**Q:** I was taught that a crystal sits at the bottom of an energy well, so that straining it costs energy in either direction. Your cubic CsCdCl₃ cell loses energy when I squeeze it along one axis. Has something gone wrong?

Cubic perovskite CsCdCl₃ (Pm-3m, a = 5.200 Å, not relaxed at this level), strained along one cube edge with fractional coordinates fixed. Ansatz 0.2.0, plane-wave PAW, scalar-relativistic LDA, no spin polarisation, cutoff 420 eV, 6×6×6 k mesh, Gaussian smearing of 0.05 eV. Energies are free energies relative to zero strain; pressure is positive in compression.

| strain | energy change (meV/atom) | tensile stress along pattern (GPa) | pressure (GPa) | gap on mesh (eV) |
| --- | --- | --- | --- | --- |
| -0.02 | -4.4 | 0.56 | -1.17 | 1.503 |
| -0.01 | -2.8 | 1.27 | -1.56 | 1.507 |
| 0 | 0.0 | 1.90 | -1.90 | 1.511 |
| 0.005 | 1.8 | 2.19 | -2.06 | 1.493 |
| 0.015 | 6.1 | 2.72 | -2.36 | 1.460 |
| 0.02 | 8.6 | 2.96 | -2.50 | 1.444 |

**A:** The calculation is sound, but zero strain here is not the bottom of the well. Strain is the fractional change of one cube edge, with the other two edges held fixed. At zero strain the tensile stress along that edge is already 1.90 GPa, and the pressure is equally negative. The cell is being held open on all sides, and it releases energy when you let it shorten.

**Q:** What is pulling inwards?

**A:** In an ionic crystal two forces oppose each other. The attraction between unlike charges fades slowly with distance, whereas the repulsion between electron shells in contact fades very fast. At the preferred size they balance. If the cell is larger than that, the repulsion has lost more than the attraction, and a net inward pull remains.

The table shows the pull itself. Why this starting cell is too large for the calculation is a matter of argument. LDA tends to bind solids too tightly and so prefers short lattice edges, which is a likely contributor. The atomic datasets were made for another functional, PBE, so the exact size of the tension deserves some reserve.

**Q:** Can you get from the stress to the energy in a way that I could check by hand?

**A:** Yes, because only one edge moves. The force on a face is the stress times its area, and the distance moved is the edge length times the change in strain. Area times edge length is the starting volume, so the work is stress times volume times change in strain. The stress along the edge is well described by

$$\sigma(\varepsilon)=\sigma_0+C\varepsilon-D\varepsilon^2 ,$$

where $\varepsilon$ is the strain, $\sigma_0$ the tension at the start, $C$ the stiffness there and $D$ a measure of how fast stretching softens the crystal: the stiffness falls by $2D$ per unit strain. Adding up the work gives the energy change per atom,

$$\Delta E=v\left(\sigma_0\varepsilon+\tfrac12 C\varepsilon^2-\tfrac13 D\varepsilon^3\right),$$

with $v$ the starting volume per atom.

**Q:** Then show me the row at a strain of 0.02.

**A:** The volume of 28.12 Å³ per atom turns each GPa into 175.5 meV per unit strain, since 1 eV/Å³ is 160.2 GPa. The starting tension therefore costs $175.5\times1.90\times0.02\approx6.7$ meV per atom.

The stiffness of about 60 GPa adds $175.5\times\tfrac12\times60\times0.02^2\approx2.1$ meV. Softening, with $D$ about 352 GPa, takes back just under 0.2 meV. The total is 8.6 meV per atom, as computed.

**Q:** And the row at −0.02, the one that worried me?

**A:** The same three terms apply, but two of them change sign. The tension now gives back 6.7 meV per atom, while the stiffness still costs 2.1 meV, because it depends on the square of the strain. The small third term now adds to the cost. The result is −4.4 meV, again as computed: the energy falls because the gain from relieving the tension exceeds the price of deforming the crystal.

The constants $C$ and $D$ came from a quadratic curve through the stresses of all six rows, these two included, and the energies were not used. The agreement shows that the stresses and energies of the calculation belong together. It does not test my account of the forces between the ions. With a constant stiffness the energies at the two ends are off by up to 0.17 meV per atom; with softening they agree to the last printed digit, as the output after this text shows.

**Q:** Why should the crystal soften when stretched?

**A:** Its resistance comes mainly from the short-range repulsion, which falls off roughly exponentially with distance. Its decay length is roughly 0.3 Å, a recalled value and not a result of these runs. Stretching a Cd–Cl bond of 2.60 Å by 1 % then weakens the repulsive part of its stiffness by about 9 %. The stresses give a loss of about 12 % for the whole crystal at zero strain, so the argument accounts for the direction and the order of magnitude.

You can see this softening directly in the table. Each further stretch adds less tension than an equal stretch before it. Squeezing does the reverse: the ions are pushed into steeper repulsion and the crystal stiffens.

**Q:** If I squeezed a little further, would I reach the relaxed crystal?

**A:** You would reach the lowest energy for this one kind of strain, but not the relaxed cubic crystal. The stress curve puts that point near a strain of −0.027, slightly outside the scan and so only an estimate. The other two edges would still be under tension. At −0.02 the sideways tension is still about 1.5 GPa, although the tension along the squeezed edge has dropped to 0.56 GPa.

The geometry suggests why the sides respond so weakly. Each Cd has six Cl neighbours, and squeezing one edge shortens only the two bonds that lie along it. The four sideways bonds keep their length, so the sideways tension responds less directly, through the changed area of the side faces, more distant neighbours and long-range forces. Over the scan the sideways stress changes only a third as fast as the stress along the strained edge.

To relax the cubic cell, all three edges must shrink together. The pressure column gives a bulk modulus of about 33 GPa for this stretched cell, which suggests a shrinkage of about 1.9 % for each edge. Since the crystal stiffens as it contracts, the true figure should be somewhat smaller.

**Q:** I often take an elastic constant from the curvature of such energies. What would have happened here?

**A:** With only the stretched row at 0.02 and the assumption of a well centred at zero, you would get $8.6/(175.5\times\tfrac12\times0.02^2)\approx245$ GPa. That is four times too stiff, because the work against the starting tension has been counted as stiffness. The row at −0.02 would even give a negative value. Averaging the two energies cancels the tension and leaves 2.1 meV per atom, which brings you back to 60 GPa.

Even that value belongs to the stretched cell. The relaxed cubic cell should be stiffer, since softening runs the other way on contraction. Both values describe the cubic structure only; the established form of CsCdCl₃ at ambient conditions is hexagonal.

**Q:** One column still looks odd. The gap is largest at zero strain and falls whichever way I go.

**A:** It falls very unevenly, from 1.511 eV to 1.444 eV at a strain of 0.02, but only to 1.503 eV at −0.02. The change of slope at zero is abrupt. Two straight lines meeting there follow all six rows to within 0.001 eV, whereas a smooth parabola with as many constants misses the peak by nearly 0.007 eV. Such a kink at exactly zero strain points to symmetry.

In a cube the three axes are equivalent, and some electron states at the edge of a band can share one energy for that reason. Straining one axis makes the cell tetragonal and splits them, some moving up and others down. The gap is set by whichever state ends up closest to the opposite band. At least one of them moves into the gap for either sign of strain, so splitting always narrows it.

**Q:** Then why is the fall so much smaller on squeezing?

**A:** Because the volume changes as well. If one band edge consists of three such states whose average is unaffected by the change of shape, the two slopes imply that a smaller volume widens the gap. On squeezing, this widening offsets most of the narrowing from the split. On stretching, both effects narrow the gap.

The kink is in the numbers, but the assignment to split band-edge states is an inference that the bands themselves would have to confirm. I would also trust the changes more than the gap itself, since LDA gaps are normally too small and the mesh of k points can miss the true band edges.

**Q:** What should I look at first when I meet another scan like this?

**A:** Look at the stress at zero strain, because it is the slope of the energy there, divided by the volume. If the cell starts in tension, a small squeeze lowers the energy; if it starts in compression, a small stretch does. Only when that stress vanishes does the energy rise in both directions from a stable starting point, and only then does a single row at small strain give a fair value for the stiffness without a correction for tension or compression.

Output of the analysis:

```
fit of ts on 6 rows: constant 1.901 +/- 0.0017, coefficient of strain 59.93 +/- 0.079, coefficient of strain**2 -351.6 +/- 6.6; rms 0.00188, worst -0.01 -0.00363, leave-one-out rms 0.00624
Energy from the stresses in meV per atom and stresses in GPa:
    row  tension only  with constant stiffness  with softening  computed  sideways tension  axial slope from row before
  -0.02        -6.669                   -4.566          -4.401      -4.4             1.475                          n/a
  -0.01        -3.335                   -2.809          -2.788      -2.8             1.705                           71
    0.0             0                        0               0         0               1.9                           63
  0.005         1.667                    1.799           1.796       1.8             1.995                           58
  0.015         5.002                    6.185           6.116       6.1              2.18                           53
   0.02         6.669                    8.773           8.609       8.6              2.27                           48
largest miss of constant stiffness (meV/atom): 0.1731
largest miss with softening (meV/atom): 0.01599
loss of stiffness per 1 % stretch at zero strain (%): 11.73
rough loss of repulsive curvature per 1 % bond stretch (%): 8.667
mean axial stress slope over the scan (GPa): 60
mean sideways stress slope over the scan (GPa): 19.88
extrapolated strain of zero axial stress (%): -2.733
bulk modulus of the stretched cell from the pressure slope (GPa): 33.25
linear estimate of edge shrinkage if all three axes relax (%): 1.905
fit of gap_on_mesh on 6 rows: constant 1.51 +/- 0.00047, coefficient of strain -1.488 +/- 0.019, coefficient of abs(strain) -1.856 +/- 0.034; rms 0.00044, worst 0.005 0.000748, leave-one-out rms 0.000895
fit of gap_on_mesh on 6 rows: constant 1.504 +/- 0.0033, coefficient of strain -1.501 +/- 0.16, coefficient of strain**2 -81.34 +/- 13; rms 0.00374, worst 0.0 -0.00657, leave-one-out rms 0.00748
gap slope in tension (eV per unit strain): -3.344
gap slope in compression (eV per unit strain): 0.3681
volume part of gap slope if one state of three moves into the gap in tension (eV): -0.8693
volume part of gap slope if two states of three move into the gap in tension (eV): -2.107
```
